\paragraph{Margin 1: conventions.}
Para-H$_2$ ($J=0$) is a point mass $m=2.016$ u in the laterally averaged potential $V(z)$, with $z$ counted from the van der Waals reference plane and $n=0$ the ground level. The law below dates from Le Roy and Bernstein (1970). The model for Cu(111) is the 9--3 well
\begin{equation}
V=C_3\left(\frac{\sigma^6}{z^9}-\frac{1}{z^3}\right),\qquad C_3=\frac{3\sqrt3}{2}D\sigma^3 ,
\end{equation}
with typical inputs $C_3\approx670$ meV\,\AA$^3$ and depth $D\approx29$ meV. Then $\hbar^2/2m=1.0367$ meV\,\AA$^2$, $\sigma=2.072$ \AA, and the tail has the length $\beta=2mC_3/\hbar^2=646.3$ \AA. Write $U=2mV/\hbar^2$, $E_n=-\hbar^2\kappa^2/2m$, and $k=\sqrt{-\kappa^2-U}$.

\paragraph{Margin 2: the skipped integral.}
First-order WKB reads $\Phi=\int k\,dz=(n+\tfrac12)\pi$. Differentiate it first, because $\int dz/k$ is dominated by the outer turning point $z_t=(\beta/\kappa^2)^{1/3}$ and the core drops out. With $z=z_ty$,
\begin{equation}
-\frac{dn}{d\kappa^2}=\frac{1}{2\pi}\frac{z_t}{\kappa}\int_0^1\frac{y^{3/2}dy}{\sqrt{1-y^3}}
=\frac{\beta^{1/3}\kappa^{-5/3}}{6\sqrt\pi}\frac{\Gamma(5/6)}{\Gamma(4/3)} .
\end{equation}
Integration from $\kappa=0$ supplies a factor 6:
\begin{equation}
n_D-n=Gx=\sqrt{\frac{2m}{\pi}}\frac{\Gamma(5/6)}{\Gamma(4/3)}\frac{C_3^{1/3}|E_n|^{1/6}}{\hbar},
\label{LB}
\end{equation}
with $x=(\kappa\beta)^{1/3}=\kappa z_t$ and $G=\Gamma(5/6)/[\sqrt\pi\,\Gamma(4/3)]=0.7132$. Here the slope is $6.129$ meV$^{-1/6}$, and it scales as $C_3^{1/3}$. The core adds only a term linear in $|E_n|$, $-0.0035$ per meV. The constant follows from the zero-energy action, with $t=\sigma/z$:
\begin{equation}
\Phi_0=\sqrt{\beta/\sigma}\int_0^1 t^{-1/2}\sqrt{1-t^6}\,dt=17.662\times1.9047,
\end{equation}
so $\Phi_0/\pi=10.708$ and $n_D=\Phi_0/\pi-\tfrac12=10.208$.

\paragraph{Margin 3: an attempt that is WRONG.}
The steps below reach a wrong answer.
\begin{enumerate}
\item[(a)] $n_D=10.208$ and the slope is $6.129$ meV$^{-1/6}$.
\item[(b)] Equation (\ref{LB}) is a near-threshold law, so it is best for the highest integer below $n_D$, namely $n=10$.
\item[(c)] $|E_{10}|=(0.208/6.129)^6=1.5\times10^{-9}$ meV and $|E_9|=(1.208/6.129)^6=59$ neV.
\item[(d)] Wrong answer: eleven levels, the last bound by $1.5\times10^{-9}$ meV.
\end{enumerate}

\paragraph{Margin 4: the symptom.}
For $n=10$, $x=0.208/G=0.29$ and $z_t=\beta/x^2=7.6\times10^3$ \AA. Since $x=\kappa z_t$ is the large parameter of the WKB expansion, a value below one is the alarm. At zero energy the local criterion is $|d(1/k)/dz|=\tfrac32\sqrt{z/\beta}\ll1$. It reaches 1 at $z=4\beta/9=287$ \AA\ and 5.1 at this $z_t$. A distance of that size also lies far beyond the range of an instantaneous $z^{-3}$ attraction.

\paragraph{Margin 5: the faulty line.}
Line (b) fails; (a) is sound. Margin 2 made two approximations. Replacing $V$ by its tail improves as $E\to0$. First-order WKB gets worse, because the tail falls faster than $z^{-2}$ and the wavelength outgrows the distance. Equation (\ref{LB}) holds in the window $x\gg1$, $z_t\gg\sigma$, and $n_D$ is the extrapolated intercept of that window.

\paragraph{Margin 6: mended count.}
At $E=0$ the tail equation $\psi''+\beta\psi/z^3=0$ is solved exactly by $\sqrt z\,J_1(s)$ and $\sqrt z\,Y_1(s)$, with $s=2\sqrt{\beta/z}=\int_z^\infty k\,dz$. A level sits at threshold when $\psi$ tends to a constant at large $z$, which selects $J_1$. Near the well $s\gg1$ and $J_1\propto\cos(s-3\pi/4)$. Matching to the wall solution $\cos(\Phi_0-s-\pi/4)$ gives $\Phi_0-\pi=n\pi$, so levels exist only for
\begin{equation}
n<n_{\rm th}=\Phi_0/\pi-1=n_D-\tfrac12=9.708 .
\end{equation}
There are ten levels, and $n=10$ does not exist.

\paragraph{Margin 7: mended energy.}
With $\mathcal E=-\kappa^2$, the second-order rule is
\begin{equation}
\Phi-\frac{1}{24}\frac{d}{d\mathcal E}\int\frac{U''dz}{\sqrt{\mathcal E-U}}=(n+\tfrac12)\pi .
\end{equation}
For $U''=-12\beta/z^5$ the integral diverges at small $z$, but its divergent part does not depend on $\mathcal E$. The finite part is
\begin{equation}
-12\,\beta^{-1/3}\kappa^{5/3}\cdot\tfrac13B(-\tfrac56,\tfrac12),
\end{equation}
and differentiation gives
\begin{equation}
n_D-n=Gx+\frac{d}{x},\qquad d=\frac{\Gamma(1/6)}{18\sqrt\pi\,\Gamma(2/3)}=0.1288 .
\label{two}
\end{equation}
The fourth-order term contains $\int(7U''^2-5U'U''')\,dz/\sqrt{\mathcal E-U}\propto B(-\tfrac52,\tfrac12)=0$, so the next power is $x^{-5}$. The core shifts $n_D$ at second order by $-\Gamma(11/12)\sqrt{\sigma/\beta}/[24\sqrt\pi\,\Gamma(5/12)]=-0.0007$, which is dropped. For the supposed $n=10$ the correction $d/x=0.44$ is about twice the leading term $0.208$, and the right side of (\ref{two}) never falls below $2\sqrt{Gd}=0.61$. The expansion is useless there, and Margin 6 decides. For $n=9$ the larger root of $Gx^2-1.208x+d=0$ is $x=1.58$, so
\begin{equation}
|E_9|=\frac{\hbar^2x^6}{2m\beta^2}=39\ \text{neV},\qquad z_t=2.6\times10^2\ \text{\AA}.
\end{equation}

\paragraph{Margin 8: retardation.}
Far out, a perfect mirror gives $-C_4/z^4$ with $C_4=3\hbar c\alpha/8\pi$, $\alpha$ being the static polarizability volume. A typical $\alpha\approx0.80$ \AA$^3$ gives $C_4=188$ eV\,\AA$^4$ and $\ell=C_4/C_3=281$ \AA, comparable to $z_t$ of level 9. Take the interpolation $-C_3/[z^3(1+z/\ell)]$ for the attraction. For $z_t\ll\ell$ it adds $+\beta/(\ell z^2)$ to $U$, which removes
\begin{equation}
\frac{1}{2\pi}\frac{\beta}{\ell x}\int_0^1\frac{y^{-1/2}dy}{\sqrt{1-y^3}}=\frac{3\beta}{\ell}\,\frac{d}{x}
\end{equation}
from $\Phi/\pi$. With $3\beta/\ell=6.9$ this exceeds the WKB correction, so mending WKB alone is insufficient.

The threshold is again exact. Put $\psi=z\,u$ and $\eta=1/z+1/\ell$. Then $u''+\beta u/\eta=0$ and $u=\sqrt\eta\,Z_1(s)$, with $Z_1$ a combination of $J_1$ and $Y_1$ and $s=2\sqrt{\beta\eta}$. A bounded $\psi$ needs $u=0$ at $s_0=2\sqrt{\beta/\ell}$. Write $J_1=M\cos\theta$, $Y_1=M\sin\theta$, with $\theta(0)=-\pi/2$ and $\theta\to s-3\pi/4$ at large $s$. Then $u\propto M\sin[\theta(s)-\theta(s_0)]$ and $s-s_0=\int_z^\infty k\,dz$. The same matching gives
\begin{equation}
n_{\rm th}=\frac{\Phi_{\rm ret}}{\pi}-\frac32+\frac{s_0-\theta(s_0)}{\pi},
\end{equation}
where $\Phi_{\rm ret}$ is the zero-energy action of the retarded well. The offset from $\Phi_{\rm ret}/\pi$ runs from $-1$ for $\ell\to\infty$ to $-\tfrac34$ for a pure $z^{-4}$ tail. Here $s_0=3.03$, $J_1=0.327$, $Y_1=0.333$, $\theta=0.794$ and $\Phi_{\rm ret}/\pi=9.78$, so
\begin{equation}
n_{\rm th}=9.78-1.5+0.71=8.99 .
\end{equation}
Retardation costs $0.72$ of a level and pushes $n=9$ just over the threshold. The interpolation is crude. The response of real copper falls off at high frequency, so its relative correction begins near order $z^2$, and the linear form overstates the loss at $z\ll\ell$. Treat $0.72$ as uncertain by tens of per cent.

\paragraph{Margin 9: size of the error.}
\begin{center}
\begin{tabular}{lccc}
 & Eq.~(\ref{LB}) & mended, $z^{-3}$ & with retardation\\
threshold number & 10.208 & 9.708 & 8.99\\
$n=10$ & $1.5\times10^{-9}$ meV & absent & absent\\
$n=9$ & 59 neV & 39 neV & at threshold
\end{tabular}
\end{center}
The slip invents one level outright and overbinds the next by a factor 1.5 before retardation is counted. It also spoils $C_3$. For the top pair, (\ref{two}) gives $x_8-x_9=1.457$ where (\ref{LB}) expects $1/G=1.402$, so a slope read from that pair returns $C_3$ low by 11\%.

\paragraph{Margin 10: what carries over to the real surface.}
The half-level shift of a $z^{-3}$ tail is independent of the inputs. The fractional part of $n_D$ depends strongly on them: at fixed $D$, $\Phi_0\propto C_3^{1/3}$, and a 1\% change of $C_3$ moves $n_D$ by $0.036$, more than the gap between 8.99 and 9. The 9--3 form also omits higher dispersion terms and the exponential shape of the wall. The neV energies therefore belong to the model and can miss the real ones by a large factor in either direction. Selective-adsorption resonances probe levels of order meV. At $|E_n|=1$ meV, $x=8.59$ and $d/x=0.015$, so (\ref{LB}) overbinds by $6d/(Gx^2)=1.5\%$. The retardation term of the interpolation is $0.10$ there, an overestimate by the argument of Margin 8. The slope fit belongs in that range, and the shallowest level seen in a beam experiment should not be equated with the last level of the well.